Logarithmic van Hove singularities from critical lines: the fcc and bcc s bands

In three dimensions an isolated critical point of a band with a non-singular curvature matrix leaves the density of states finite and gives it only a square-root kink (van Hove, 1953). The nearest-neighbour s bands of the fcc and bcc lattices escape this rule because their gradient vanishes along whole lines. Across such a line the problem is two-dimensional: a line of extrema gives a step, a line of saddles gives a logarithm. Where the lines cross, the transverse mass diverges and one more logarithm appears. The outcome is ln at the top of the fcc band and ln² at the centre of the bcc band. This page derives both, with coefficients and constants.

1. Premises and conventions

One orthonormal s orbital per site, on-site energy zero, hopping −t with t > 0 between nearest neighbours only, independent electrons. Then E(k) = −t Σ_δ exp(ik·δ) over the neighbour vectors δ. With cubic lattice constant a, put θi = ki a/2 and ci = cos θi. The 12 fcc vectors (a/2)(±1, ±1, 0) and permutations, and the 8 bcc vectors (a/2)(±1, ±1, ±1), give

fcc: E = −4t (cx cy + cy cz + cz cx)   (1)
bcc: E = −8t cx cy cz   (2)

The density of states g(E) is per site and per spin and integrates to 1. It is the zone average of δ(E − E(k)). The cube −π < θi ≤ π has k-volume (4π/a)³, is a period cell of both bands and holds two fcc zones or four bcc zones, so its average equals the zone average:

g(E) = (2π)⁻³ ∫ d³θ δ(E − E(θ))   (3)

K(m) is the complete elliptic integral of the first kind with parameter m, K(m) = ∫₀^{π/2} dψ/√(1 − m sin²ψ).

2. The top of the fcc band is a network of lines

Multiply out (1+cx)(1+cy)(1+cz) and (1−cx)(1−cy)(1−cz). The terms odd in the ci cancel in the sum, which equals 2(1 + cx cy + cy cz + cz cx). With 1 + cos θ = 2cos²(θ/2) and 1 − cos θ = 2sin²(θ/2), the depth below 4t is

ε ≡ 4t − E = 16t [Π cos²(θi/2) + Π sin²(θi/2)]   (4)

Both terms are non-negative, so 4t bounds the band from above. The bound is reached when both products vanish, which needs one angle equal to π and another equal to 0 and leaves the third free. An example is θ = (π, φ, 0), that is k = (2π/a)(1, φ/π, 0). This line starts at X (φ = 0), passes W (φ = π/2) and reaches (2π/a)(1, 1, 0) at φ = π, which is again an X point since (2π/a)(1, 1, 1) is a reciprocal lattice vector. The bottom is −12t at Γ, so the width is 16t.

Counting in the cube: the ordered choice of which angle is π and which is 0 gives 6 closed lines of length 2π. The X points are the permutations of (π, 0, 0) and of (π, π, 0), 6 in all. Each line passes through two X points and each X point lies on two lines.

3. Transverse masses and the contribution of a line

Set θ = (π + u, φ, v). Equation (4) becomes, exactly,

ε = 16t [sin²(u/2) cos²(φ/2) cos²(v/2) + cos²(u/2) sin²(φ/2) sin²(v/2)]   (5)

and to second order in u and v

ε ≈ 4t [cos²(φ/2) u² + sin²(φ/2) v²]   (6)

With u = qx a/2 and v = qz a/2, comparison with ħ²q²/2m gives the two hole masses mx = ħ²/(2ta² cos²(φ/2)) and mz = ħ²/(2ta² sin²(φ/2)). They are equal at W, and one of them diverges at each X point. Their geometric mean, the two-dimensional density-of-states mass, is

√(mx mz) = ħ²/(ta² |sin φ|)   (7)

The ellipse Au² + Bv² < ε has area πε/√(AB), and here √(AB) = 4t|cos(φ/2) sin(φ/2)| = 2t|sin φ|. Its derivative with respect to ε is independent of ε, which is the two-dimensional step:

∫ du dv δ(ε − Au² − Bv²) = π/(2t |sin φ|)   (8)

If sin φ had no zeros, g would jump to a finite value at the band top. The integral of 1/|sin φ| diverges logarithmically at X, and there (6) is insufficient. Cut out a box of half-width Λ ≪ 1 around each X point. Each line then leaves two segments, each with ∫ dφ/sin φ from Λ to π − Λ, equal to 2 ln cot(Λ/2) ≈ 2 ln(2/Λ). The 12 segments give

J_lines = 12 × (π/2t) × 2 ln(2/Λ) = (6π/t) ln(4/Λ²)   (9)

4. The X points fix the cut-off

For small u, φ and v the leading terms of (5) are

ε ≈ 4t u² + t φ² v²   (10)

The band is quadratic along Γ–X and flat along the two axes φ and v, which are the two lines that cross at X. The other X points have the same form by cubic symmetry and periodicity. The u integral has two roots, each with weight 1/(8t|u|):

∫ du δ(ε − tφ²v² − 4tu²) = 1/(2√(t(ε − tφ²v²)))

This depends on φ and v only through s = φv. In one quadrant of the box, changing from v to s gives dv = ds/φ with s/Λ < φ < Λ, so ∫∫ dφ dv f(φv) = ∫ ds f(s) ln(Λ²/s) over 0 < s < Λ². The integrand is non-zero for s < √(ε/t), which lies in that range if Λ² ≥ √(ε/t). The same condition keeps the tube around each line, of half-width √(ε/t)/Λ in v at φ = Λ, no wider than the face of the box, so box and segments neither overlap nor leave gaps. Put s = √(ε/t) sin ψ:

quadrant = (1/2t) ∫₀^{π/2} dψ [ln(Λ²√(t/ε)) − ln sin ψ] = (π/4t) ln(2Λ²√(t/ε))

where ∫₀^{π/2} ln sin ψ dψ = −(π/2) ln 2. Four quadrants and six points give

J_X = (6π/t) ln(2Λ²√(t/ε))   (11)

In the sum Λ cancels: J_lines + J_X = (6π/t) ln(8√(t/ε)) = (3π/t) ln(64t/ε). Dividing by (2π)³,

g(E) = (3/(8π²t)) ln(64t/(4t − E)),  E → 4t from below   (12)

and g = 0 above 4t. The neglected terms vanish in the limit. Inside the box the corrections to (10) are of relative order φ² or v², which against the weight dφ/φ contribute O(Λ²). On the segments the corrections to (6) are of relative order v² ~ ε/(tφ²) and contribute O(ε/(tΛ²)). With Λ² of order √(ε/t) both are at most O(√(ε/t)), so the constant 64 is exact. The effective cut-off on φ is (ε/t)^{1/4}, and not (ε/t)^{1/2}, because the flat directions at X are lifted at fourth order; a square-root cut-off would double the prefactor.

Integrating (12), the number of states per site and spin within ε of the top is

n(ε) = (3ε/(8π²t)) [ln(64t/ε) + 1]   (13)

5. An exact one-dimensional integral for the fcc band

To test (12), reduce (3) without approximation. Let η = ε/4t = 1 + cx cy + cz(cx + cy). A cosine of a uniform angle has density 1/(π√(1 − c²)), so at fixed cx and cy the density of η is 1/(π√Δ) with

Δ = (cx + cy)² − (η − 1 − cx cy)² = (1 − cx²)(cy − y₁)(cy − y₂)
y₁ = η/(1 + cx) − 1,  y₂ = 1 − η/(1 − cx)

which follows by factoring the difference of squares into [(1+cx)(1+cy) − η][η − (1−cx)(1−cy)]. The cy average is then an integral of 1/√|Q| over the part of (−1, 1) where Δ > 0, Q being a quartic with roots ±1, y₁, y₂. For ordered roots r₁ < r₂ < r₃ < r₄ of a monic quartic the standard result is that the intervals [r₁, r₂] and [r₃, r₄] each give 2K(m)/√((r₃−r₁)(r₄−r₂)) with m = (r₂−r₁)(r₄−r₃)/((r₃−r₁)(r₄−r₂)). The band is unchanged when all ci change sign, so cx = cos θ > 0 suffices. Define D = (2 − η)² − 4cos²θ and take η < 1. Three orderings occur.

sin²θ > η: −1 < y₁ < y₂ < 1, two intervals, I = 4K(η²/D)/√D.
sin²θ < η and D > 0: −1 < y₂ < y₁ < 1, two intervals, I = 4K(D/η²)/η.
D < 0: y₂ < −1, only [y₁, 1] is allowed, I = 2K(−D/(η²−D))/√(η²−D) = 2K(D/η²)/η.

The last equality is the transformation K(−μ) = K(μ/(1+μ))/√(1+μ) with μ = −D/η². Collecting 1/π³ from the three averages, 2 from the sign of cx and 1/4t from dη/dε,

g = (1/(2π³t)) ∫₀^{π/2} I(θ) dθ,  0 < ε < 4t   (14)

The integrand has one logarithmic point and one step, and quadrature is routine.

6. The first correction

With the primitive vectors a₁ = (a/2)(0,1,1), a₂ = (a/2)(1,0,1), a₃ = (a/2)(1,1,0), the six differences among 0, a₁, a₂, a₃ are, with both signs, the 12 neighbour vectors. Hence x ≡ ε/t = |1 + exp(ik·a₁) + exp(ik·a₂) + exp(ik·a₃)|². The three phases are independent and uniform over the zone, so ⟨x^k⟩ is the sum of squared multinomial coefficients for four terms. Grouping the four terms in two pairs,

D_k = ⟨x^k⟩ = Σ_j C(k,j)² C(2j,j) C(2k−2j,k−j) = 1, 4, 28, 256, 2716, …

These are the Domb numbers. They obey a recurrence that we quote without proof (Zeilberger's algorithm supplies one, and the listed values satisfy it):

(k+1)³ D_{k+1} = 2(2k+1)(5k²+5k+2) D_k − 64k³ D_{k−1}

Let ϑ = x d/dx and G(x) = Σ D_k x^{−k−1}, the resolvent for |x| > 16. Since ϑ x^{−k−1} = −(k+1) x^{−k−1}, the recurrence is, power by power,

[64ϑ³ − 2x(2ϑ+1)(5ϑ²+5ϑ+2) + x²(ϑ+1)³] G = 0   (15)

The coefficients are real polynomials, so (15) survives analytic continuation and holds for the imaginary part of G on the cut, which is proportional to g. The coefficient of ϑ³ is 64 − 20x + x² = (x − 4)(x − 16). The singular points are therefore x = 0, x = 4 (E = 0, the L point, where all ci vanish) and x = 16 (Γ), and the expansion about the top converges for ε < 4t. At x = 0 the three solutions start as 1, ln x and ln² x, and (12) selects ℓ = ln(64/x). Insert ℓ + x(αℓ + β), using ϑℓ = −1 and ϑ³(xf) = x(ϑ+1)³f. The terms of order x give 64[α(ℓ − 3) + β] = 4ℓ − 18, so α = 1/16 and β = −3/32:

g = (3/(8π²t)) [(1 + ε/16t) ln(64t/ε) − 3ε/32t + O((ε/t)² ln(t/ε))]   (16)

The true correction is thus of order (ε/t) ln(t/ε), smaller than the bound of section 4.

7. The centre of the bcc band

From (2), ∂E/∂θx = 8t sin θx cy cz and cyclically, so the gradient vanishes wherever two cosines vanish, and E = 0 there. These are lines such as θ = (π/2, π/2, φ), running from N (φ = 0) to P (φ = π/2). Near one, with θx = π/2 + u and θy = π/2 + v, E ≈ −b uv with b = 8t cos φ: a two-dimensional saddle. The product rule of section 4, applied to the two quadrants of the right sign, gives ∫ du dv δ(E + buv) = (2/|b|) ln(Λ²|b|/|E|). A logarithm is present at every φ, and its weight 1/|cos φ| diverges at P, where three lines cross and |E| ≈ 8t|uvw|. Let e = |E|/8t. In one octant of a box around P, integrating the two-variable result over w gives

∫ du dv dw δ(e − uvw) = ∫ (dw/w) ln(Λ²w/e) over e/Λ² < w < Λ = (1/2) ln²(Λ³/e)

The cube holds 8 such points (±π/2, ±π/2, ±π/2), each with 4 octants of the right sign, so the leading term is 8 × 4 × (1/2) ln²(1/e)/((2π)³ × 8t) = ln²(1/e)/(4π³t).

The constants follow from a Mellin transform, because e is a product of three independent factors. The beta integral gives ⟨|cos θ|^s⟩ = Γ((s+1)/2)/(√π Γ(1+s/2)) for Re s > −1, so the density p(e) on 0 < e < 1 satisfies

M(s) = ∫₀¹ e^s p(e) de = [Γ((s+1)/2)/(√π Γ(1+s/2))]³

and p(e) = (1/2πi) ∫ M(s) e^{−s−1} ds along a vertical line with Re s > −1. M falls as |s|^{−3/2} along such lines, so the contour can be moved to the left, collecting triple poles at s = −1, −3, and so on. Near the first put σ = s + 1 and use Γ(σ/2) = (2/σ)Γ(1+σ/2), Γ(1/2) = √π, and the digamma values ψ(1) − ψ(1/2) = 2 ln 2, ψ′(1) − ψ′(1/2) = π²/6 − π²/2 = −π²/3. One factor is (2/πσ) exp(σ ln 2 − π²σ²/24 + …), so

M e^{−σ} = (8/π³σ³) exp(σ ln(8/e) − π²σ²/8 + …)

The residue is 8/π³ times the coefficient of σ² in the exponential, p(e) = (4/π³)[ln²(8/e) − π²/4]. The pole at s = −3 adds O(e² ln² e). The shift θx → θx + π reverses E, so g is even and g = p/(2 × 8t):

g(E) = (1/(4π³t)) [ln²(64t/|E|) − π²/4] + O((E/8t)² ln²(t/|E|))/t   (17)

The leading term agrees with the local count. Writing the logarithm with the scale 64t absorbs the whole single-logarithm term, and what remains is the constant −π²/4.

An exact form for checking: the signed product y = cx cy has density (2/π²) ∫ dc/√((1−c²)(c²−y²)) over |y| < c < 1, which is (2/π²) K(1 − y²). Folding with the third cosine, cz = cos φ,

g(E) = (1/(2π³t)) ∫₀^{arccos e} dφ K(1 − e²/cos²φ)/cos φ   (18)

For t = 1 eV and |E| = 0.1 eV the ln² term alone gives 0.3366 eV⁻¹, while (17) and (18) both give 0.3167 eV⁻¹, so dropping the constant overshoots by 6 per cent. At |E| = 1 eV the ln² term gives 0.1395 eV⁻¹ against 0.1196 eV⁻¹ from both (17) and (18), an overshoot of 17 per cent. The constant should be kept.

8. Range of validity

Within the model. Equation (12) has relative error of about ε/16t and is useful for ε up to about t; the series begun in (16) converges up to the L-point singularity at ε = 4t. Equation (17) has relative corrections of order (E/8t)². Both divergences are integrable, so n(ε) in (13) goes to zero with ε.

Sign of t and overlap. For t < 0 the fcc band is inverted and the logarithm sits at the bottom. A nearest-neighbour overlap S turns the band into −tγ/(1 + Sγ) with γ = Σ_δ exp(ik·δ). As long as 1 + Sγ > 0 this is a monotonic function of γ, so the critical lines and the logarithms survive with rescaled coefficients.

Longer hops. The lines are not required by cubic symmetry. A second-neighbour hopping −t′ along (a, 0, 0) adds −2t′(cos 2θx + cos 2θy + cos 2θz) to either band. On the fcc line θ = (π, φ, 0) this is −2t′(2 + cos 2φ), equal to −6t′ at X and −2t′ at W, a spread of 4|t′|. At X the soft directions gain the quadratic term 4t′(φ² + v²) in E. For small t′ > 0, W becomes an isolated maximum and X a saddle; for small t′ < 0 the roles are exchanged. All these points have non-singular curvature, so g is finite with square-root features, and (12) holds only for 4|t′| ≪ ε. The peak height depends on the sign of t′. With E_X = 4t − 6t′ and to leading order in t′/t, near X one has E_X − E ≈ 4tu² + tφ²v² − 4t′(φ² + v²).

For t′ < 0 the whole line first lies above E at the energy of W, a depth 4|t′| below E_X. The cut-off on φ is there (4|t′|/t)^{1/4}, on which scale the quadratic term is negligible, so (12) with ε = 4|t′| gives the peak (3/(8π²t)) ln(16t/|t′|).

For t′ > 0 the whole line lies above E_X, and the cut-off is σ = (4t′/t)^{1/2}. Put φ = σp, v = σq, L = Λ/σ ≫ 1 and E − E_X = y tσ⁴. After the u integral a quadrant of the box gives (1/2t) ∫∫ dp dq/√(p² + q² − p²q² − y). For 0 ≤ y ≤ 1 the q integral is (π/2)/√(p² − 1) for p > 1 and ln(2L√(1 − p²)/√|p² − y|)/√(1 − p²) for p < 1. Since ∫₀^{π/2} ln|cos²ψ − y| dψ = −π ln 2 throughout this range, each part integrates to (π/2) ln 2L and the double integral is π ln 2L. Four quadrants, six points and J_lines give (6π/t) ln(4t/t′), so the peak is (3/(4π²t)) ln(4t/t′), with twice the coefficient found for t′ < 0. At this order it is a plateau from E_X up to further saddles at p, q = ±1, which lie 16t′²/t higher, and g falls on either side. On the bcc line (π/2, π/2, φ) the added term is −2t′(cos 2φ − 2), again with spread 4|t′|, and (17) likewise needs 4|t′| ≪ |E|.

Broadening and other orbitals. Temperature or a lifetime width replaces ε in the logarithm by the larger scale. Coupling to p or d orbitals generates k-dependent shifts that are not functions of γ alone and lift the lines as t′ does. In the fcc wiring metals copper and aluminium the upper part of the s band is mixed with p states, so (12) is a property of the one-orbital model and no prediction for those metals.

9. Numerical illustration: fcc s band with t = 1 eV

All numbers here are the model's. The band runs from −12 eV to +4 eV, its mean density of states is 1/16t = 0.0625 eV⁻¹, and the prefactor in (12) is 3/(8π²t) = 0.0380 eV⁻¹. Values of g in states per eV, site and spin:

ε (eV) | ln(64t/ε) | eq. (12) | eq. (16) | exact, eq. (14) | (12) low by
1 | 4.159 | 0.1580 | 0.1643 | 0.1650 | 4.2 %
0.1 | 6.461 | 0.2455 | 0.2467 | 0.2467 | 0.5 %
0.01 | 8.764 | 0.3330 | 0.3332 | 0.3332 | 0.05 %

The divergence is slow: each decade closer to the top adds 3 ln 10/(8π²t) = 0.0875 eV⁻¹. Placing the Fermi level 0.1 eV below the top takes, by (13), 0.028 holes per site and spin, or 0.057 holes per site. With an assumed lattice constant a = 4.0 Å the two transverse masses at W are each ħ²/(ta²) = 0.48 free-electron masses.

For thermal rounding, hold the chemical potential at 4t and average g with −∂f/∂E = sech²(ε/2k_BT)/(4k_BT). Only ε > 0 contributes, with total weight 1/2. The standard integral ∫₀^∞ ln y sech²(y/2)/4 dy = (1/2) ln(π/(2e^C)), with C Euler's constant and e^C its exponential, then gives

ḡ(T) = (3/(16π²t)) ln(128 e^C t/(π k_BT))   (19)

with corrections of relative order k_BT/16t from (16). At 300 K, k_BT = 0.02585 eV and ḡ = 0.151 eV⁻¹; at 30 K, ḡ = 0.195 eV⁻¹. The Pauli susceptibility of independent electrons, proportional to ḡ, grows as ln(1/T) at this chemical potential.

These values presume t′ = 0. An assumed t′ = 0.05 eV spreads the line over 0.2 eV, which exceeds both k_BT at 300 K and the depths in the last two rows of the table, and replaces the divergence by a finite peak of about 0.33 eV⁻¹ near the X saddle, 0.2 eV below the top, to leading order in t′/t. The opposite sign, an assumed t′ = −0.05 eV, gives a peak of about 0.22 eV⁻¹ at the energy of W. The row at ε = 0.1 eV, with g = 0.2467 eV⁻¹ or 3.9 times the band average, applies only if |t′| is well below ε/4 = 0.025 eV.